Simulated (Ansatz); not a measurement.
Ligand exchange: BH(CH3)F + C2H4FI → BH(CH3)I + C2H4F2

Gas-phase species: BH(CH3)F, singlet; C2H4FI (1-fluoro-2-iodoethane) `FCCI`, singlet; BH(CH3)I, singlet; C2H4F2 (1,2-difluoroethane) `FCCF`, singlet. The partners trade F for I: B–F and C–I bonds give way to B–I and C–F.

Shapes, held fixed at every level: PBE0-D4/def2-TZVP. Flexible molecules stand in one conformer, not always the lowest. Programs: Ansatz 0.2.0. The zero-point and thermal change to 298 K, harmonic and unscaled (PBE0-D4/def2-TZVP), is -0.1 kJ/mol.

Estimate ΔH(298 K) of this reaction.

The highest level, CCSD(T)/def2-TZVPP, gives ΔH(298 K) = +116.3 kJ/mol; the levels span +106.9 to +116.3. The column of differences is taken from that level and isn't an error. No measured value is set beside it here. For atoms past krypton def2 sets carry core potentials with scalar relativity. Outer-core shells of I are correlated, in sets that cover them unevenly.

```
               level                    kind  ΔH(298 K) (kJ/mol)  less CCSD(T)/def2-TZVPP
       HF/def2-TZVPP            Hartree–Fock              +110.2                     -6.1
    SPW92/def2-TZVPP                     LDA              +106.9                     -9.4
r2SCAN-D4/def2-TZVPP                meta-GGA              +110.0                     -6.3
 BHLYP-D4/def2-TZVPP           global hybrid              +114.2                     -2.1
  wB97M-V/def2-TZVPP  range-separated hybrid              +114.4                     -1.9
  wB97X-V/def2-TZVPP  range-separated hybrid              +110.6                     -5.7
    CCSD(T)/def2-SVP   coupled cluster or CI              +113.4                     -2.9
  CCSD(T)/def2-TZVPP   coupled cluster or CI              +116.3                      0.0
```

The exchange is strongly endothermic at every level: boron holds fluoride much more tightly, relative to iodide, than carbon does. Both centres bind fluorine more strongly than iodine, so the enthalpy reflects the difference between two preferences, and the gain in forming C–F doesn't repay the loss of B–F. The B–F bond is short and highly polar, and a fluorine lone pair donates into the empty boron 2p orbital. Iodine's larger, more diffuse 5p orbitals overlap less well with that orbital, and its bond to boron is less polar. Saturated carbon has no comparable low-lying vacant p orbital.

Hartree–Fock already recovers most of the reaction enthalpy, which suggests that correlation contributions largely cancel when the number and broad type of bonds are conserved. The vibrational and thermal contribution is negligible, so the preference is essentially electronic. In the reverse direction, the result fits the familiar use of boron iodides to convert alkyl fluorides into iodides, although the reaction enthalpy says nothing about the barrier to exchange.
